Dear colleague,

the quantity you can extract from the infrared conductivity of K$_3$C$_{60}$ is $W(\omega)=\frac{1}{2\pi}\frac{d^2}{d\omega^2}\left[\omega/\tau_{\rm op}(\omega)\right]$, and under definite premises it equals the transport spectral function $\alpha^2F_{\rm tr}(\omega)$. The absorption process is Holstein's (1954), the scattering-rate formula is Allen's (1971), and the inversion was applied to K$_3$C$_{60}$ by Marsiglio, Startseva and Carbotte (1998). Below is the whole chain, so that you can see which links bear load in a fulleride.

## Conventions and premises

I set $\hbar=k_B=1$, use Gaussian units and time dependence $e^{-i\omega t}$, and quote energies in meV (1 meV = 8.066 cm$^{-1}$). The electron charge is $-e$. The crystal has $N_c$ cells of volume $V_c$, and $V=N_cV_c$. Energies $\varepsilon_k$ count from the Fermi level, $v_k=\partial\varepsilon_k/\partial k_x$, and $N(0)=N_c^{-1}\sum_k\delta(\varepsilon_k)$ is the density of states per spin and cell. The Hamiltonian is

$$H=\sum_{ks}\varepsilon_kn_{ks}+\sum_{q\nu}\Omega_{q\nu}b^\dagger_{q\nu}b_{q\nu}+\frac{1}{\sqrt{N_c}}\sum_{kk'\nu s}g^\nu_{kk'}\,c^\dagger_{k's}c_{ks}\left(b^\dagger_{k-k',\nu}+b_{k'-k,\nu}\right).$$

The premises are:

- **P1.** Normal state at $T=0$, cubic symmetry, one band, harmonic phonons.
- **P2.** Local electrodynamics: the field is uniform over the distance an electron travels coherently.
- **P3.** Wide band: the density of states, the velocities and $g$ do not vary with energy within $\pm\omega$ of the Fermi level.
- **P4.** Weak coupling: lowest order in $|g|^2$, and lowest order in any static disorder.
- **P5.** The current is $J=-e\sum_{ks}v_kn_{ks}$. The extra current from the $k$ dependence of $g$ has amplitude $\sim g/k_F$, against $gv_F/\omega$ for the process below, so it is smaller by $\omega/E_F$ and is dropped along with P3.

## Step 1: absorption as a force-force sum

A uniform vector potential $A_0\cos\omega t$ couples as $-JA_0\cos\omega t/c$. The golden rule gives the transition rate $2\pi(A_0/2c)^2\sum_n|\langle n|J|0\rangle|^2\delta(\omega-E_{n0})$ out of the exact ground state, with $E_{n0}=E_n-E_0$. Each transition absorbs $\omega$. The field amplitude is $E_0^{\rm f}=\omega A_0/c$, and the mean dissipated power is $V\sigma_1(E_0^{\rm f})^2/2$. Equating the two powers,

$$\sigma_1(\omega)=\frac{\pi}{\omega V}\sum_n|\langle n|J|0\rangle|^2\,\delta(\omega-E_{n0}),\qquad\omega>0.\tag{1}$$

Between exact eigenstates $\langle n|[H,J]|0\rangle=E_{n0}\langle n|J|0\rangle$, and the delta function sets $E_{n0}=\omega$, so without further approximation

$$\sigma_1(\omega)=\frac{\pi}{\omega^3V}\sum_n|\langle n|[H,J]|0\rangle|^2\,\delta(\omega-E_{n0}).\tag{2}$$

The band and phonon terms commute with $J$. The operator $c^\dagger_{k'}c_k$ raises $n_{k'}$ and lowers $n_k$ by one, so $[c^\dagger_{k'}c_k,n_p]=(\delta_{pk}-\delta_{pk'})c^\dagger_{k'}c_k$, and

$$[H,J]=\frac{e}{\sqrt{N_c}}\sum_{kk'\nu s}g^\nu_{kk'}\,(v_{k'}-v_k)\,c^\dagger_{k's}c_{ks}\left(b^\dagger_{k-k',\nu}+b_{k'-k,\nu}\right).\tag{3}$$

This is already of first order in $g$, so to order $|g|^2$ (P4) the states in (2) are the unperturbed ones. The ground state has no phonons, so only $b^\dagger$ acts, and each final state holds a hole at $k$, an electron at $k'$ and one phonon. With a factor 2 for spin,

$$\sigma_1=\frac{2\pi e^2}{\omega^3VN_c}\sum_{kk'\nu}|g^\nu_{kk'}|^2(v_k-v_{k'})^2\,\theta(-\varepsilon_k)\theta(\varepsilon_{k'})\,\delta(\omega-\Omega_{k-k',\nu}-\varepsilon_{k'}+\varepsilon_k).\tag{4}$$

This is Holstein's process: the photon supplies the energy, and the phonon takes up the momentum that the photon lacks.

## Step 2: Fermi-surface averages

Define, with $\langle v^2\rangle$ the Fermi-surface mean of $v_k^2$,

$$\alpha^2F_{\rm tr}(\Omega)=\frac{1}{N_c^2N(0)}\sum_{kk'\nu}|g^\nu_{kk'}|^2\,\frac{(v_k-v_{k'})^2}{2\langle v^2\rangle}\,\delta(\varepsilon_k)\delta(\varepsilon_{k'})\delta(\Omega-\Omega_{k-k',\nu}).\tag{5}$$

The Eliashberg function $\alpha^2F$ is the same sum without the velocity weight. For a spherical Fermi surface the weight, averaged over field directions, is $1-\cos\vartheta_{kk'}$. The coupling constant is $\lambda_{\rm tr}=2\int d\Omega\,\alpha^2F_{\rm tr}/\Omega$. The band plasma frequency is

$$\omega_p^2=8\pi e^2N(0)\langle v^2\rangle/V_c,\tag{6}$$

which for free electrons ($N(0)/V_c=3n/4E_F$, $\langle v^2\rangle=v_F^2/3$) reduces to $4\pi ne^2/m$. It contains no phonon mass enhancement, and the whole intraband weight obeys $\int_0^\infty\sigma_1d\omega=\omega_p^2/8$.

Insert $\int d\varepsilon\,\delta(\varepsilon-\varepsilon_k)$, $\int d\varepsilon'\,\delta(\varepsilon'-\varepsilon_{k'})$ and $\int d\Omega\,\delta(\Omega-\Omega_{k-k',\nu})$ into (4). By P3 the momentum sum may be taken at $\varepsilon=\varepsilon'=0$, where it equals $2\langle v^2\rangle N_c^2N(0)\,\alpha^2F_{\rm tr}(\Omega)$. What remains is the phase space

$$\int_{-\infty}^0d\varepsilon\int_0^\infty d\varepsilon'\,\delta(u-\varepsilon'+\varepsilon)=u\,\theta(u),\qquad u=\omega-\Omega,\tag{7}$$

because $\varepsilon'=\varepsilon+u>0$ confines $\varepsilon$ to $(-u,0)$. The prefactor is $4\pi e^2N(0)\langle v^2\rangle/V_c=\omega_p^2/2$, so

$$\sigma_1(\omega)=\frac{\omega_p^2}{4\pi}\,\frac{2\pi}{\omega^3}\int_0^\omega d\Omega\,(\omega-\Omega)\,\alpha^2F_{\rm tr}(\Omega).\tag{8}$$

## Step 3: the optical scattering rate

Write the intraband conductivity in the extended Drude form, which merely defines the complex function $M$:

$$\sigma(\omega)=\frac{\omega_p^2}{4\pi}\,\frac{i}{\omega+M(\omega)},\qquad M=\omega\lambda_{\rm op}+\frac{i}{\tau_{\rm op}}.$$

Then $1/\sigma=-i(4\pi/\omega_p^2)(\omega+M)$, and exactly

$$\frac{1}{\tau_{\rm op}(\omega)}=\frac{\omega_p^2}{4\pi}\,{\rm Re}\frac{1}{\sigma(\omega)}.\tag{9}$$

At fixed $\omega>0$, $M$ is of order $|g|^2$, and $i/(\omega+M)=i/\omega-iM/\omega^2+\dots$, so $\sigma_1=(\omega_p^2/4\pi)\,{\rm Im}M/\omega^2$ at this order. Static disorder adds to (3) a term without phonon operators. Its final states differ from the one-phonon states, so nothing interferes, and (7) with $\Omega=0$ gives a constant that I call $1/\tau_{\rm imp}$. Comparison with (8) gives the Holstein-Allen rate,

$$\boxed{\frac{1}{\tau_{\rm op}(\omega)}=\frac{1}{\tau_{\rm imp}}+\frac{2\pi}{\omega}\int_0^\omega d\Omega\,(\omega-\Omega)\,\alpha^2F_{\rm tr}(\Omega).}\tag{10}$$

**Saturation.** Above the highest phonon, with $\mathcal A=\int\alpha^2F_{\rm tr}\,d\Omega$ and $\langle\Omega\rangle=\mathcal A^{-1}\int\Omega\,\alpha^2F_{\rm tr}\,d\Omega$, the phonon part is $2\pi\mathcal A\,(1-\langle\Omega\rangle/\omega)$. It tends to $2\pi\mathcal A$, but only as $1/\omega$.

**Relation to the self-energy.** The golden rule for an electron at energy $x>0$ that emits a phonon and lands above the Fermi level gives, averaged over the Fermi surface, $2|{\rm Im}\Sigma(x)|=2\pi\int_0^xd\Omega\,\alpha^2F(\Omega)$, and the same holds for a hole at $-x$. Interchanging the order of integration,

$$\frac1\omega\int_0^\omega dx\,2\pi\int_0^xd\Omega\,\alpha^2F(\Omega)=\frac{2\pi}{\omega}\int_0^\omega d\Omega\,(\omega-\Omega)\,\alpha^2F(\Omega).\tag{11}$$

The phonon part of (10) is therefore the average over $0<x<\omega$ of $2|{\rm Im}\Sigma|$ built from $\alpha^2F_{\rm tr}$. It is the average of the true quasiparticle rate only when $\alpha^2F_{\rm tr}=\alpha^2F$. That holds for momentum-independent $g$: the terms $v_k^2+v_{k'}^2$ then average to $2\langle v^2\rangle$, and the cross term $v_kv_{k'}$ vanishes because $v_k$ is odd in $k$. The intramolecular $H_g$ modes of C$_{60}$ couple on one molecule, which makes this a reasonable starting point for your compound.

## Step 4: inversion

Let $G(\omega)=\omega/\tau_{\rm op}$. In the first derivative of (10) the boundary term vanishes with the factor $\omega-\Omega$, so $G'=1/\tau_{\rm imp}+2\pi\int_0^\omega\alpha^2F_{\rm tr}\,d\Omega$. A second derivative removes the constant:

$$\boxed{\alpha^2F_{\rm tr}(\omega)=W(\omega)\equiv\frac{1}{2\pi}\frac{d^2}{d\omega^2}\left[\omega\,\frac{\omega_p^2}{4\pi}\,{\rm Re}\frac{1}{\sigma(\omega)}\right].}\tag{12}$$

An Einstein mode of area $A$ is a kink in $G$ with slope change $2\pi A$. On a grid of step $\Delta$, two integrations by parts show what a second difference returns:

$$\mathcal D(\omega)=\frac{G(\omega+\Delta)-2G(\omega)+G(\omega-\Delta)}{2\pi\Delta}=\int d\omega'\,W(\omega')\max\left(0,1-\frac{|\omega'-\omega|}{\Delta}\right),\tag{13}$$

the area under $W$ seen through a triangular window.

## Step 5: what the expansion in the coupling neglects

Step 3 assumed $|M|\ll\omega$, which fails in K$_3$C$_{60}$. For momentum-independent coupling we can do better. Keep P1 to P3 and drop crossed phonon lines (Migdal's approximation). The retarded self-energy depends on energy only. The function analytic in the upper half-plane, with the imaginary part found above and a real part odd in energy, is

$$\Sigma(z)=\int d\Omega\,\alpha^2F(\Omega)\ln\frac{\Omega-z}{\Omega+z}-\frac{i}{2\tau_{\rm imp}},\tag{14}$$

with slope $-\lambda$ at $z=0$ and $\Sigma(-x)^*=-\Sigma(x)$. Dressing the internal electron line leaves (14) unchanged, since in a wide flat band $\int d\xi\,[z-\xi-\Sigma]^{-1}=-i\pi$ for any retarded $\Sigma$. Ladder corrections to the current vertex vanish, because a momentum-independent rung leaves a sum of the odd function $v_k$. The sum in (1) then factorises into a hole and an electron spectral function $A(\xi,\varepsilon)=-\pi^{-1}{\rm Im}[\varepsilon-\xi-\Sigma(\varepsilon)]^{-1}$:

$$\sigma_1=\frac{\omega_p^2}{4\pi}\,\frac{\pi}{\omega}\int_0^\omega dx\int d\xi\,A(\xi,-x)\,A(\xi,\omega-x).$$

Both factors are normalised Lorentzians in $\xi$. Their overlap is a Lorentzian in the distance of the centres with the half-widths added, that is $\pi^{-1}{\rm Re}\,[i/(\omega+S)]$ with $S(x)=-\Sigma(x)-\Sigma(\omega-x)$. Put $x=\omega t$ with $0<t<1$. The function $i\int_0^1dt\,(\omega+S)^{-1}$ is analytic for ${\rm Im}\,\omega>0$, since the denominator has a positive imaginary part there, and it decays as $i/\omega$. Such a function is fixed by its real part on the axis, so it is the full $4\pi\sigma/\omega_p^2$. With $\langle\dots\rangle=\omega^{-1}\int_0^\omega dx$,

$$\frac{1}{\omega+M}=\left\langle\frac{1}{\omega+S(x)}\right\rangle.\tag{15}$$

Set $\bar S=\langle S\rangle$, $\delta=S-\bar S$ and $Z=\omega+\bar S$. The identity $1/(Z+\delta)=1/Z-\delta/Z^2+\delta^2/[Z^2(Z+\delta)]$ and $\langle\delta\rangle=0$ give exactly

$$M=\bar S-\frac{QZ}{Z+Q},\qquad Q=\left\langle\frac{\delta^2}{Z+\delta}\right\rangle\approx\frac{\langle\delta^2\rangle}{Z}.\tag{16}$$

By (11), ${\rm Im}\bar S$ is precisely the right side of (10). The neglected term is governed by the variance of $S$ across the window, and not by $|M|/\omega$. The constant impurity part has no variance at all. This is why (9) must be used as it stands: ${\rm Re}(1/\sigma)$ stays close to (10) where the first-order expression $4\pi\omega^2\sigma_1/\omega_p^2$ has long failed.

## Step 6: temperature

K$_3$C$_{60}$ superconducts below about 19 K, so P1 means data taken just above $T_c$. At finite $T$, (7) becomes $\int d\varepsilon f(\varepsilon)[1-f(\varepsilon+u)]=u/(1-e^{-u/T})\equiv Y(u)$, with $f$ the Fermi function and $Y(u)-Y(-u)=u$. With Bose factor $N=N(\Omega)$, photon absorption contributes $(N+1)Y(\omega-\Omega)+NY(\omega+\Omega)$, and stimulated emission is the same with $\omega\to-\omega$. The difference,

$$2N\omega+Y(\omega-\Omega)-Y(-\omega-\Omega),$$

replaces $(\omega-\Omega)\theta(\omega-\Omega)$ in (10). The first term is linear in $\omega$ and drops out of $W$, which becomes

$$W(\omega)=\int d\Omega\,\alpha^2F_{\rm tr}(\Omega)\,[K(\omega-\Omega)-K(\omega+\Omega)],\qquad K(u)=Y''(u)=\frac{y\coth y-1}{2T\sinh^2y},\quad y=\frac{u}{2T}.$$

$K$ is even, has unit area and the peak value $1/6T$, and its full width at half maximum is $5.44\,T$. At 25 K, $T=2.154$ meV and the width is 11.7 meV. Areas survive, and finer structure does not.

## Range of validity

Equations (10) and (12) hold when all of the following are met.

1. The sample is normal and $5.44\,T$ is small against the structure sought.
2. The response is local: $v_F/|\omega+i/\tau_{\rm op}|$ is small against the penetration depth, which is no shorter than about $c/\omega_p$.
3. $\sigma$ is the intraband part alone. The background $-i\omega(\epsilon_\infty-1)/4\pi$, the tails of interband bands (including transitions among the three $t_{1u}$ bands) and the infrared-active $T_{1u}$ lines must be removed first. Any other inelastic channel, such as electron-electron scattering, appears in $W$ and cannot be told from phonons by (12).
4. $\omega_p$ is the unrenormalised value (6). $W$ scales as $\omega_p^2$; peak positions do not depend on it.
5. The variance term in (16) is small, and Migdal's parameter $\lambda\Omega/E_F$ is small.
6. P3 holds. If the density of states is $N(0)\,\eta(\varepsilon)$, (7) becomes $\mathcal J(u)=\int_0^udx\,\eta(-x)\eta(u-x)$. For $\eta=1-\varepsilon^2/D^2$ and $u<D$,

$$\mathcal J(u)=u-\frac{2u^3}{3D^2}+\frac{u^5}{30D^4}.\tag{17}$$

Its curvature starts as $-4u/D^2$, so every mode casts a negative tail over the modes above it. The impurity term becomes $\mathcal J(\omega)/\tau_{\rm imp}$ in $G$ and no longer drops out.

## Numerical illustration: a two-mode model of K$_3$C$_{60}$

All inputs are typical or illustrative, and all results are the model's. The $H_g$ modes span approximately 35 to 195 meV. I lump them into two Einstein modes, $\Omega_1=60$ meV (484 cm$^{-1}$) with $\lambda_1=0.4$ and $\Omega_2=180$ meV (1452 cm$^{-1}$) with $\lambda_2=0.3$. The total, 0.7, was chosen to lie within the range 0.5 to 1 typically quoted. The areas $A_i=\lambda_i\Omega_i/2$ are 12 and 27 meV. I take $\omega_p\approx1.2$ eV, for which $\omega_p^2/4\pi$ corresponds to 193.7 $\Omega^{-1}$cm$^{-1}$eV. With $1/\tau_{\rm imp}=60$ meV the residual resistivity is 0.31 m$\Omega$ cm; the rate was chosen to land in the typical crystal range of about 0.2 to 0.5 m$\Omega$ cm.

For Einstein modes $-\Sigma(x)=\sum_iA_i\left[\ln|(\Omega_i+x)/(\Omega_i-x)|+i\pi\theta(x-\Omega_i)\right]+i/2\tau_{\rm imp}$ at $x>0$. The table compares (10) with a numerical integration of (15).

| $\omega$ (meV) | $1/\tau_{\rm op}$ from (10) (meV) | $1/\tau_{\rm op}$ from (15) (meV) |
|---|---|---|
| 60 | 60.0 | 60.3 |
| 120 | 97.7 | 98.5 |
| 180 | 110.3 | 110.2 |
| 240 | 159.0 | 161.4 |

**Saturation.** Here $2\pi\mathcal A=245.0$ meV and $\langle\Omega\rangle=143.1$ meV. At 240 meV the phonon part is 99.0 meV, or 40 per cent of the limit. Ninety per cent is reached at $10\langle\Omega\rangle=1.43$ eV, far beyond the $t_{1u}$ band width of approximately 0.5 eV. The plateau is thus not something to look for in this compound.

**What the conductivity looks like.** At 240 meV the average of the logarithms, from $\int_0^\omega\ln\left|\frac{\Omega+x}{\Omega-x}\right|dx=(\Omega+\omega)\ln(\Omega+\omega)+(\Omega-\omega)\ln|\Omega-\omega|-2\Omega\ln\Omega$, gives ${\rm Re}\bar S=123.4$ meV, so $Z=(363.4+159.0\,i)$ meV. With $M=\bar S$ this is $\sigma_1=196$ and $\sigma_2=447\ \Omega^{-1}$cm$^{-1}$. The first-order expression $4\pi\omega^2\sigma_1/\omega_p^2$ would return 58.2 meV in place of 159.0 meV, whereas the full treatment moves the rate only to 161.4 meV.

**Inversion.** Take $\Delta=60$ meV in (13), with $G(0)=0$. Each window then holds one mode at its apex. The column from (10) gives

$$\mathcal D(60)=\frac{120(97.7)-2(60)(60.0)}{2\pi(60)}=12.0,\qquad\mathcal D(180)=\frac{240(159.0)-2(180)(110.3)+120(97.7)}{2\pi(60)}=27.0$$

in meV, the input areas, with no trace of the impurity rate. The column from (15) gives 12.2 and 28.9 meV. The variance term thus inflates the lower area by less than 2 per cent and the upper by 7 per cent, and $\lambda=\sum_i2\mathcal D(\Omega_i)/\Omega_i$ becomes 0.73. Coupling of this strength is a minor problem.

**Band width.** This one is serious. A half-filled band of width 0.5 eV has $D=E_F=250$ meV. Using (17) at lowest order, with velocity and coupling weights still taken at the Fermi level, $G=\mathcal J(\omega)/\tau_{\rm imp}+2\pi\sum_iA_i\mathcal J(\omega-\Omega_i)$. The phonon terms give $\mathcal D(180)\approx21$ meV and the impurity term adds $-6$ meV, for a total near 15 meV against the input 27 meV. The lower window gives about 9 meV against 12 meV, and the apparent $\lambda$ falls to about 0.5. The parabolic shape is only illustrative, but a density of states that falls away from the Fermi level always bends $\mathcal J$ downward on average, and the loss is comparable with the signal. Migdal's parameter for the upper mode, $\lambda_2\Omega_2/E_F=0.22$, says that crossed diagrams may matter at a similar level; I have not computed them.

**Background.** One unit of $\epsilon_\infty$ left in the data lowers $\sigma_2$ at 240 meV by 32.3 $\Omega^{-1}$cm$^{-1}$, and (9) then gives 180 meV in place of 159 meV.

**Noise.** Independent scatter $s$ in $1/\tau_{\rm op}$ enters $W\approx\mathcal D/\Delta$ as $\sqrt6\,\omega s/2\pi\Delta^2$, the weights being $1,-2,1$. For $s=1$ meV, $\omega=180$ meV and $\Delta=10$ meV this is 0.70, as large as the height 0.7 of a 27 meV area spread over 40 meV.

**Locality.** With a typical $v_F\approx1.8\times10^7$ cm/s, $v_F\tau_{\rm imp}=2.0$ nm against $c/\omega_p=164$ nm, so P2 is safe.

A wiring metal reverses the list. For copper take the typical values $\lambda_{\rm tr}\approx0.13$, one mode at 20 meV, $E_F\approx7$ eV, $\omega_p\approx9$ eV and $v_F\approx1.6\times10^8$ cm/s. The model saturates at $\pi\lambda_{\rm tr}\Omega=8.2$ meV, $\Omega/E_F$ is 0.003, and the normal state persists at 4 K, where the thermal width is 1.9 meV. But at 40 meV $v_F/\omega=26$ nm against $c/\omega_p=22$ nm, so P2 fails in clean bulk copper and is restored only where disorder or grain boundaries cut the mean free path well below that length.

For K$_3$C$_{60}$ the model's verdict is that $W$ locates the coupled modes to about 12 meV at 25 K, while its areas are semi-quantitative in the lower window and may be low by up to a half in the upper one. The wide-band rates in the table carry the same reservation: the real compound typically shows a mid-infrared band near 0.4 to 0.5 eV that this one-band model lacks, so above roughly 0.2 eV the model underestimates $\sigma_1$, by an amount that grows to the order of $\sigma_1$ itself near that band. I would use (12) to find where the coupling lies, and obtain its strength by fitting a forward calculation with a finite band to $\sigma(\omega)$.